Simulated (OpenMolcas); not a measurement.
Predicting a hybrid from its neighbours: AlSiNH8

AlSiNH8 has 11 atoms, charge 0, and is taken as a singlet. As SMILES, `[AlH3-][NH2+][SiH3]`. Geometry: relaxed at PBE0-D4/def2-TZVP.

The dipole moment y, in D, basis def2-SVP; a is the functional's share of exact exchange. Programs: OpenMolcas 26.06.

| functional | program | a | y (D) |
| --- | --- | --- | --- |
| PBE | OpenMolcas | 0 | 4.89 |
| TPSS | OpenMolcas | 0 | 4.95 |
| B3LYP | OpenMolcas | 0.2 | 4.96 |
| PBE0 | OpenMolcas | 0.25 | ? |
| BHLYP | OpenMolcas | 0.5 | 5.03 |

Fit y = c + s·a to the known rows and predict PBE0.


1. Means of the 4 rows: a = 0.1750, y = 4.957.
2. Σ(Δa)² = 0.1675, Σ(Δa·Δy) = 0.03675, so the slope is 0.03675/0.1675 = 0.2194.
3. Intercept: 4.957 − (0.2194) × 0.1750 = 4.919. The largest residual of the fit is 0.031.
4. PBE0: 4.919 + (0.2194) × 0.25 = 4.97 D.

The run gave 4.97 D, so the prediction is off by 0.00 D: they agree to the digits shown. More exact exchange makes the molecule more polar here. The rows mix families of semi-local functionals, which the line can't see.

The large dipole fits a donor-acceptor adduct of silylamine and alane: the nitrogen lone pair is shared with aluminium, and the hydridic Al–H bonds put negative charge at the outer end. The formal minus sign on aluminium is bookkeeping, since the metal remains the electropositive centre.

Exact exchange changes this picture only slightly. With the geometry held fixed, the rise reflects a redistribution of electron density, not a change in the dative bond length. It probably comes from density held more tightly on the hydridic hydrogens, making the Al–H bonds more polar. Stronger N→Al transfer is a less likely cause, as exact exchange usually curbs it.

The cleanest evidence is the step from PBE at 4.89 D to PBE0 at 4.97 D, which share a semi-local parent. TPSS reaches 4.95 D without any exact exchange, almost the B3LYP value, so the semi-local part matters about as much, and the exact hit is partly fortuitous. Agreement between the line and PBE0 doesn't show which functional lies closest to the true dipole.
